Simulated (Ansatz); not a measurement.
How basis sets differ on Si2H4SCl (SMILES [SiH2]S[SiH2]Cl)

The species is Si2H4SCl (8 atoms), meant as a doublet with charge 0. As SMILES, `[SiH2]S[SiH2]Cl`. The shape is that of a PBE0-D4/def2-TZVP optimisation. This is one conformer, not always the lowest.

```xyz
8

Si   -0.8300    1.6472    0.1456
S     0.9769    0.7230    0.8226
Si    0.6140   -1.2379    0.0966
Cl   -1.1073   -2.0387    0.8792
H    -1.2425    1.0524   -1.1584
H    -0.5317    3.0984    0.0015
H     0.4527   -1.2369   -1.3733
H     1.7601   -2.0646    0.5303
```

Quantity: the dipole moment, in D. The values are calculated.

```tsv
level	kind	program	value (D)
UHF/STO-3G	Hartree–Fock	Ansatz	1.92
UHF/3-21G	Hartree–Fock	Ansatz	2.06
UHF/def2-SVP	Hartree–Fock	Ansatz	1.09
UHF/6-31+G* (spherical functions)	Hartree–Fock	Ansatz	1.27
```

The values span 1.09 to 2.06 D. Sets without polarisation functions give poor dipoles.

The dipole moment falls into two groups: 1.92 and 2.06 D with STO-3G and 3-21G, against 1.09 and 1.27 D with def2-SVP and 6-31+G*. The dividing line is d functions on silicon, sulfur and chlorine, not basis size alone, since going from the minimal to the split-valence set raises the value slightly. The Si–Cl and Si–S bonds are strongly polar, with silicon at the positive end. The d functions let the lone pairs on chlorine and sulfur deform towards silicon and improve the description of delocalisation into silicon-centred antibonding orbitals. Both effects probably reduce the net charge separation; they are polarisation of the valence shell, not evidence of true d-orbital bonding.

The closeness of the STO-3G and 3-21G values is therefore no sign of convergence. The smaller gap between the two polarised sets can't be assigned to diffuse functions alone, because these sets also differ in their valence contractions and in polarisation on hydrogen. The Hartree–Fock basis-set limit remains undetermined.
